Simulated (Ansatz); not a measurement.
# SiH2O2 (SMILES O[Si]O): the energy, rung by rung

SiH2O2: 5 atoms, total charge 0, spin state singlet. SMILES: `O[Si]O`. Geometry: optimised at r2SCAN/def2-SVP. This is one conformer, not always the lowest.

```
atom    x (Å)    y (Å)    z (Å)
   O  -1.4590  -0.1055  -0.2790
  Si  -0.2182  -0.8081   0.5799
   O   1.0328   0.1945   0.0621
   H  -1.2099   0.6517  -0.8331
   H   1.9043  -0.0063   0.4286
```

Each level gives the adiabatic ionisation energy (to the doublet cation, shapes relaxed at r2SCAN/def2-SVP, no zero-point term) (eV). The values are calculated.

```
             level                    kind  program  value (eV)  less CCSD(T)/def2-TZVPP
     HF/def2-TZVPP            Hartree–Fock   Ansatz        7.95                    -1.17
    PBE/def2-TZVPP                     GGA   Ansatz        8.98                    -0.14
 r2SCAN/def2-TZVPP                meta-GGA   Ansatz        8.84                    -0.28
  B3LYP/def2-TZVPP           global hybrid   Ansatz        9.11                    -0.01
wB97M-V/def2-TZVPP  range-separated hybrid   Ansatz        9.16                    +0.04
    MP2/def2-TZVPP     perturbation theory   Ansatz        8.93                    -0.19
CCSD(T)/def2-TZVPP   coupled cluster or CI   Ansatz        9.12                     0.00
```

Differences are taken from CCSD(T)/def2-TZVPP for orientation; it has basis-set and higher-order errors of its own. The values span 7.95 to 9.16 eV.

The main divide is between Hartree–Fock, which puts the ionisation energy 1.17 eV below CCSD(T), and every method that includes electron correlation. In a singlet silylene such as Si(OH)2, the electron most likely leaves the s-rich lone pair on silicon. Ionisation then breaks up a tightly correlated pair, so neglecting correlation destabilises the neutral more than the cation and makes the electron too easy to remove. The formally empty silicon 3p orbital, though partly filled by π donation from oxygen, probably adds to the neutral's correlation energy. MP2 recovers most of the missing contribution, which suggests that it is largely dynamic pair correlation.

The density functionals do not improve steadily with rung: r2SCAN lies further from CCSD(T) than PBE, while the two hybrids nearly coincide with it. Their small differences do not establish a ranking between B3LYP and wB97M-V, and such close agreement for a single energy difference may owe something to error cancellation between neutral and cation.
